**Q.** I have promotion energies for eight doubly charged 3d ions, one electron lifted from 3d to 4p. They climb for five ions, collapse, and climb again. Could I have estimated them on paper?

PySCF 2.14.0, HF, MP2 and SCS-MP2 energies for promoting one 3d electron to 4p in the doubly charged ions Sc²⁺ to Ni²⁺, as total energy of the 4p configuration minus that of the ground one. Each state is one real unrestricted determinant at its configuration's highest spin; aug-cc-pVDZ, non-relativistic, point nucleus. "Valence" means that 1s to 3p are frozen.

```csv
species,Z,electrons,configuration,final configuration,HF (eV),MP2 valence (eV),SCS-MP2 valence (eV)
Sc2+,21,19,[Ar] 3d1,[Ar] 4p1,7.78,7.78,7.78
Ti2+,22,20,[Ar] 3d2,[Ar] 3d1 4p1,9.75,9.80,9.77
V2+,23,21,[Ar] 3d3,[Ar] 3d2 4p1,10.72,10.92,10.78
Cr2+,24,22,[Ar] 3d4,[Ar] 3d3 4p1,11.56,12.00,11.71
Mn2+,25,23,[Ar] 3d5,[Ar] 3d4 4p1,13.42,13.99,13.61
Fe2+,26,24,[Ar] 3d6,[Ar] 3d5 4p1,8.87,9.97,10.20
Co2+,27,25,[Ar] 3d7,[Ar] 3d6 4p1,11.15,12.48,12.65
Ni2+,28,26,[Ar] 3d8,[Ar] 3d7 4p1,12.48,14.17,14.20
```

**A.** Start by reading the rows. The column headed electrons gives the total, and subtracting the 18 of the argon core gives the number of d electrons in the lower state, $n$, from 1 at Sc²⁺ to 8 at Ni²⁺. $Z$ is the nuclear charge. HF is the Hartree–Fock energy difference, MP2 valence adds second-order correlation among the 3d and 4p electrons only, and SCS-MP2 valence rescales that correlation by spin. Now work out the spin at both ends. What happens to it?

**Q.** From Sc²⁺ to Mn²⁺ all d electrons are parallel, and the one that moves keeps its direction, so the spin stays. In Fe²⁺ the sixth electron points the other way. The highest spin of 3d⁵4p¹ has all six parallel, so a quintet becomes a septet.

**A.** Yes, and Co²⁺ goes from quartet to sextet, Ni²⁺ from triplet to quintet. The table therefore holds two kinds of transition. The last three rows are spin-forbidden gaps, in which a minority-spin d electron leaves and arrives in 4p with its spin reversed. A rule must carry a switch between the two groups. I call it $h$, zero up to d⁵ and one beyond.

**Q.** Why does the energy fall at that point? HF goes from 13.42 eV at Mn²⁺ to 8.87 eV at Fe²⁺ although the nuclear charge has gone up.

**A.** The standard cause is exchange. Two d electrons of parallel spin avoid each other and repel less than two of opposite spin. An electron that leaves the d shell gives up this advantage with every parallel partner it had. Count those partners and call the number $p$. It runs 0, 1, 2, 3, 4 from Sc²⁺ to Mn²⁺. The minority electron of Fe²⁺ has no parallel partner, so $p$ returns to 0, and it is 1 and 2 for Co²⁺ and Ni²⁺. Mn²⁺ has to break a half-filled shell, while Fe²⁺ leaves one behind.

A simpler system shows the same thing: the first ionisation energies from boron to neon, which rise to nitrogen, fall at oxygen and rise again, because the fourth p electron has no parallel partner. The likeness covers the saw-tooth and little more. An open p shell has a single term of highest spin at every filling, whereas some d fillings have two. An ionised electron is also gone, whereas ours stays in 4p and goes on interacting with the d shell. Both differences will show up in the numbers.

**Q.** If only $p$ mattered, the steps within each group would be equal. The HF steps from Sc²⁺ to Mn²⁺ are 1.97, 0.97, 0.84 and 1.86 eV.

**A.** That is the first difference from the p shell, and Slater–Condon theory gives it. Write the repulsion inside the d shell with the Racah parameters $A$, $B$ and $C$. The ground terms have these energies:

$$d^2: A-8B,\quad d^3: 3A-15B,\quad d^4: 6A-21B,\quad d^5: 10A-35B,$$
$$d^6: 15A-35B+7C,\quad d^7: 21A-43B+14C,\quad d^8: 28A-50B+21C.$$

Taking one electron out of $d^n$ changes this by $E(d^{n-1})-E(d^n) = -(n-1)A+\beta B-7Ch$, with $\beta$ = 0, 8, 7, 6, 14, 0, 8, 7 for $n$ = 1 to 8. In d⁵ ten parallel pairs share $35B$, so the average parallel pair is worth $3.5B$. Subtract $3.5p$ from $\beta$ and the remainder is 0, 4.5, 0, −4.5, 0, 0, 4.5, 0. So $\beta = 3.5p+4.5q$, with $q$ equal to +1, 0 or −1.

The remainder is Hund's second rule. In d², d³, d⁷ and d⁸ the states of highest spin split into an F and a P term, and F lies $4.5B$ under their weighted average. The fillings d¹, d⁴, d⁵ and d⁶ have one such term and no such gain. Going from d² to d¹ or from d⁷ to d⁶ loses the gain, so $q=+1$. Going from d⁴ to d³ wins it, so $q=-1$. Where both ends have it, or neither, $q=0$.

**Q.** And everything that is not d–d repulsion?

**A.** The one-electron gap between 3d and 4p, the term in $A$ and the mean d–p repulsion I lump together and assume to rise linearly with $Z$, as $a+b(Z-21)$. The rise has a plain reason: d electrons screen each other poorly, so 3d sinks and contracts along the row, while 4p lies outside the whole d shell and feels a well-screened charge. Linearity itself is an assumption. In this row $Z-21 = p+5h$, so the linear part folds into the counts:

$$E = a + s\,p + D\,h + w\,q,\qquad s=b+3.5B,\quad D=5b-7C,\quad w=4.5B.$$

Least squares over all eight rows, done for each column separately and with the constants then rounded to 0.05 eV, gives

$$E_{\rm HF} = 7.70+1.50\,p+1.50\,h+0.55\,q,\qquad E_{\rm MP2}=7.60+1.65\,p+2.80\,h+0.50\,q \quad(\text{eV}).$$

**Q.** Can the $q$ term be seen without the fit?

**A.** It can. From Sc²⁺ to Mn²⁺ the rule gives steps $s+w$, $s-w$, $s-w$, $s+w$, and from Fe²⁺ to Ni²⁺ $s+w$, $s-w$. A large step minus its small neighbour is $2w$, whatever $s$ is. In HF the three such differences are $1.97-0.97=1.00$, $1.86-0.84=1.02$ and $2.28-1.33=0.95$ eV. So the numbers show a zigzag of the predicted pattern with $w$ near 0.5 eV at all three places. Dividing by 4.5 gives about 0.11 eV, the right order for $B$ in these ions, whose rough recalled size is 0.1 eV. Do not press the match: $B$ over HF orbitals is larger than the spectroscopic value and grows as 3d contracts, so $4.5B$ alone would make the zigzag larger at Co²⁺ than at Ti²⁺, which the table does not show.

That supports the term picture without proving it. Each state here is one real determinant, and only Sc²⁺ and Fe²⁺ have a single highest-spin term at both ends, so the other rows may mix terms. The model also ignores how the 4p electron couples to the orbital moment of the d core. A 4p orbital can turn away from the non-spherical d¹, d⁴ and d⁶ cores, which lowers the upper states of Ti²⁺, Mn²⁺ and Co²⁺ and so shrinks all three differences; $w$ is best read as $4.5B$ less that coupling. The two small steps, 0.97 and 0.84 eV, which the rule makes equal, show only the part that the constants have not absorbed. As for $a$, $s$ and $D$, each mixes nuclear attraction, repulsion and exchange, and I would read no atomic parameter out of them.

**Q.** Let me try Cr²⁺ with the MP2 constants. It has 22 electrons, so $n=4$ and $h=0$. Four parallel electrons form six pairs and three form three, so $p=3$. The shell goes from d⁴ to d³ and wins the F-term gain, so $q=-1$. Then $7.60+3\times1.65+0-0.50 = 7.60+4.95-0.50=12.05$ eV. The table has 12.00.

**A.** Correct, and 0.05 eV above the MP2 value. Cr²⁺ is one of the kinder rows, so take Ni²⁺ as well.

**Q.** There $n=8$ and $h=1$: five majority and three minority electrons. A minority electron leaves two parallel partners, so $p=2$. Both d⁸ and d⁷ have F terms, so $q=0$. That gives $7.60+3.30+2.80=13.70$ eV against 14.17, too low by 0.47.

**A.** That is the largest error of the MP2 rule in eV. Over the eight rows its root-mean-square error against the MP2 column is 0.25 eV, and the largest relative error is 4.3 % of the tabulated value, at Fe²⁺. The HF rule does a little better against its own column, 0.19 eV with a worst case of 0.33. The table is rounded to 0.01 eV, so these misses are real.

Both of your rows were part of the fit, which flatters the rule when four constants meet eight numbers. A fairer test fits seven rows and predicts the eighth, in turn. For MP2 the error then doubles to 0.50 eV and reaches 0.86 eV at Fe²⁺. Half an electronvolt is the figure to carry for a row the constants have not seen. For scale, least-squares fits to the HF column give a root-mean-square error of 1.44 eV for a straight line in $Z$, 0.35 eV with $p$ and $h$, and 0.18 eV once $q$ is added. The switch at half filling does most of the work: since $Z-21=p+5h$, the fit with $p$ and $h$ is the same as a straight line in $Z$ with one step in it.

**Q.** The misses look ordered to me. The rule drifts from low to high along the first group, and from high to low along the second.

**A.** They are ordered. One slope $s$ is being forced on two groups that have different slopes. Allow the second group its own by adding a term in $ph$, and least squares over the eight MP2 values gives

$$E_{\rm MP2}=7.80+1.55\,p+2.16\,h+0.44\,q+0.55\,ph .$$

Your Ni²⁺ becomes $7.80+3.10+2.16+1.10=14.16$ eV. Five constants on eight rows will always look good, but here the left-out test improves too, to 0.05 eV with a worst case of 0.09, and for HF to 0.08 eV. Be clear what that test means past d⁵: with one of three rows removed, two rows fix the two constants of that group, and what is tested is whether $w$ carries over from Ti²⁺ and Cr²⁺. It does. The residual of 0.01 eV on the full MP2 fit is at the rounding of the table and deserves no interpretation.

**Q.** Why should the second group be steeper?

**A.** The numbers show that it is, by 0.40 eV per step in HF and 0.55 eV in MP2, though the MP2 figure may include an overshoot of that method past half filling, to which I return. They also show that the steepening is not gradual: the large step is 1.97 eV at the start of the first group and 1.86 eV at its end, and then 2.28 eV from Fe²⁺ to Co²⁺. A smooth growth of $B$ with $Z$ would bend the first group upward, and no such bend is seen unless something cancels it. A growing $C$ is no help either: it enters only through $-7Ch$ and would flatten the second group.

Theory offers a cause that switches at half filling, and it is the second difference from ionisation. In the upper state the 4p electron has exchange with every parallel d electron. In the first group each further d electron is parallel to it and lowers the upper state a little, which flattens the slope. From Fe²⁺ on, the 4p electron already has its five parallel partners, and further d electrons are antiparallel and give it nothing. The direction is right. Whether d–p exchange, which I would place at the order of a tenth of an electronvolt per pair, supplies the whole 0.40 eV is a guess that these numbers cannot test.

**Q.** Could I have fixed the constants on the first group alone and predicted the drop from theory?

**A.** Only coarsely. Fit $a$, $b$ and $B$ by least squares to the five HF values from Sc²⁺ to Mn²⁺, which they match to 0.04 eV, and take $C=4B$ as a rough recalled ratio. The prediction does drop after Mn²⁺, but it is too high by 0.9 eV at Fe²⁺, 0.5 eV at Co²⁺ and 0.1 eV at Ni²⁺. The first group contains no information on $C$, and its slope is the wrong one for the second group. A rule of this kind needs an anchor on each side of half filling.

**Q.** The constant of $h$ nearly doubles from HF to MP2, while $a$ and $w$ hardly move. What is behind that?

**A.** Correlation between electrons of opposite spin, and the two correlated columns let you extract it. Let the MP2 shift from HF be $O+S$, the opposite-spin and same-spin parts. With the standard factors the SCS shift is $\tfrac65 O+\tfrac13 S$. For Fe²⁺ the shifts are 1.10 and 1.33 eV, so $O=(1.33-1.10/3)/(\tfrac65-\tfrac13)=1.11$ eV and $S$ is zero within the 0.02 eV that rounding allows. For Co²⁺ and Ni²⁺ the same arithmetic gives $O$ = 1.22 and 1.33 eV.

The reason is again a count. The minority electron shares the compact d shell with five electrons of opposite spin, which HF lets approach it too freely. Correlation lowers the lower state by keeping them apart, and promotion removes those five pairs, at 0.22 to 0.27 eV each if one neglects the weaker opposite-spin pairs that the 4p electron forms with any minority d electrons left behind. HF therefore puts the second group too low and overstates the drop, 4.55 eV against 4.02 eV in MP2. The MP2 shift also grows, from 1.10 eV at Fe²⁺ to 1.69 eV at Ni²⁺; $O$ supplies 0.22 eV of that growth and $S$ the larger part.

In the first group all correlated electrons are parallel, so $O$ vanishes by construction and the SCS shift is a third of the MP2 shift. That is built into the method and tests nothing. The same-spin part grows with $p$ in each group but not in proportion: per pair it runs from 0.04 eV at Ti²⁺ (from the unrounded energies) to 0.18 eV at Ni²⁺.

**Q.** Which column should the rule aim at, then?

**A.** CCSD(T) results of the same calculation, with the same frozen core, help to decide. From Ti²⁺ to Mn²⁺ MP2 lies within 0.01 eV of them. SCS-MP2 is low there, by 0.39 eV at Mn²⁺, since it discards two thirds of the only kind of correlation present, and HF is low by 0.58 eV. At Ni²⁺ CCSD(T) gives 13.89 eV: HF is 1.41 eV below it, and MP2 and SCS-MP2 are both about 0.3 eV above. Past half filling that check rests on Ni²⁺ alone, so I would not carry the overshoot to Fe²⁺ and Co²⁺ as a number.

This bounds the value of the fifth constant. It brings the rule to within 0.01 eV of MP2 at Ni²⁺, where MP2 itself is 0.3 eV from the better method. The four-constant rule lands only 0.19 eV under CCSD(T) there, by a cancellation of its own error against that of MP2.

**Q.** Sc²⁺ has 7.78 eV in all three columns. Does that make the anchor exact?

**A.** No. With the argon core frozen, Sc²⁺ has one correlated electron and nothing to correlate it with, so every such method returns the HF number. The 3s and 3p shells are frozen in all rows. Theory argues that this matters: a 3d electron lives in the same region as 3s and 3p and correlates with them more than a 4p electron does, which acts to widen the gap. Against that, an occupied 3d orbital blocks excitations of the core into 3d, which acts to narrow it. The net is a difference of the two, and a basis without core-correlating functions cannot be trusted even for its sign. PBE0 in the same basis lies 0.58 eV above MP2 at Sc²⁺, and core correlation may be part of that. How large a part these runs cannot say, because the functional has errors of its own. The offset is not constant, being +0.42 eV at Fe²⁺ and −0.08 eV at Co²⁺, so it cannot simply be added to $a$.

The rule reproduces this calculation and not a spectrum. The basis is of double-zeta size, scalar relativity is absent, and unrestricted non-spherical determinants can lie some tenths of an electronvolt under restricted spherical ones. Spin-orbit coupling is not in the energies; first-order estimates from the same runs are below 0.01 eV in size for Sc²⁺ and Fe²⁺ and 0.07 eV for Co²⁺, small beside the error of the rule. The upper configuration also spreads into several terms in most rows, and the determinant is not tied to one of them.

**Q.** How far can I take it? Cu²⁺ would have $p=3$, $h=1$ and $q=-1$.

**A.** The counts are right, and they predict the shape: a small step from Ni²⁺ to Cu²⁺, as from V²⁺ to Cr²⁺, then a large one to Zn²⁺, which has to break a full shell. The value is less safe. The four-constant rule gives $7.60+4.95+2.80-0.50=14.85$ eV and the five-constant form $7.80+4.65+2.16-0.44+1.65=15.82$ eV. Almost an electronvolt opens between them one element outside the fitted range, and neither is tested there. For the spin-allowed gap of an ion past d⁵ the rule is the wrong tool: the 4p electron is then antiparallel to the majority, loses its exchange with it, and by that argument lies higher.

In neighbouring series the counts survive and the constants do not. The counts follow $n$ and not the element, so in triply charged ions the drop moves one place to the right, between Fe³⁺ and Co³⁺, and the gaps are wider because the higher charge draws 3d down more than 4p. Promotion to 4s removes the same d electron, so $p$, $q$ and $h$ are unchanged, on a lower baseline. In singly charged ions 4s competes with 3d for the ground configuration, and the lower state must be identified before anything is counted. In the 4d row the shell is more diffuse, $B$ and $C$ are smaller, and both the drop and the zigzag should shrink, while relativity grows. In the 4f shell the drop comes after seven electrons, and the three-valued $q$ has to be rebuilt from the terms of the f shell.
